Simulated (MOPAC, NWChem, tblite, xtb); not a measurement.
# C2HClFIn (SMILES C#[C][In]([F])[Cl]): the dipole moment, rung by rung

The species is C2HClFIn (6 atoms), meant as a singlet with charge 0. As SMILES, `C#[C][In]([F])[Cl]`. Geometry: relaxed at PBE0-D4/def2-TZVP.

Each level gives the dipole moment (D). The values are calculated.

```tsv
level	kind	program	value (D)	CPU time
MNDO	semi-empirical	MOPAC	3.39	under 2 s
PM3	semi-empirical	MOPAC	2.51	under 2 s
GFN0-xTB	semi-empirical	xtb	3.41	under 2 s
IPEA1-xTB	semi-empirical	tblite	4.92	under 2 s
HF/def2-SVP (core potential)	Hartree–Fock	NWChem	3.66	26 s
PBE/def2-SVP (core potential)	GGA	NWChem	2.93	33 s
B3LYP/def2-SVP (core potential)	global hybrid	NWChem	3.10	30 s
M06-2X/def2-SVP (core potential)	hybrid meta-GGA	NWChem	3.31	38 s
PBE0/def2-SVP (core potential)	global hybrid	NWChem	3.20	23 s
```

The values span 2.51 to 4.92 D. CPU times are rough (shared hosts, several kinds of processor): they show what a rung costs within a factor of a few.

All levels give a markedly polar molecule, as expected for indium(III) bound to fluoride, chloride and ethynyl. All three ligands draw electron density from the metal, so in the roughly trigonal planar arrangement expected for such a centre their bond dipoles partly cancel. The total is therefore a residue, sensitive to small shifts in the polarity of any one bond.

Among the Hartree–Fock and density-functional rows, the dipole rises with the share of exact exchange, from 2.93 D with PBE through B3LYP, PBE0 and M06-2X to 3.66 D with Hartree–Fock, probably because exact exchange favours more ionic indium–halogen bonds. The semi-empirical values follow no such order: MNDO and GFN0-xTB fall inside that range, PM3 below it and IPEA1-xTB well above. Given the cancellation, a reasonable total doesn't establish that the individual bond polarities are right. Without a correlated wavefunction result or a measurement, and with no diffuse functions in the basis, the table supports a sizeable dipole but not a choice of the most accurate functional.
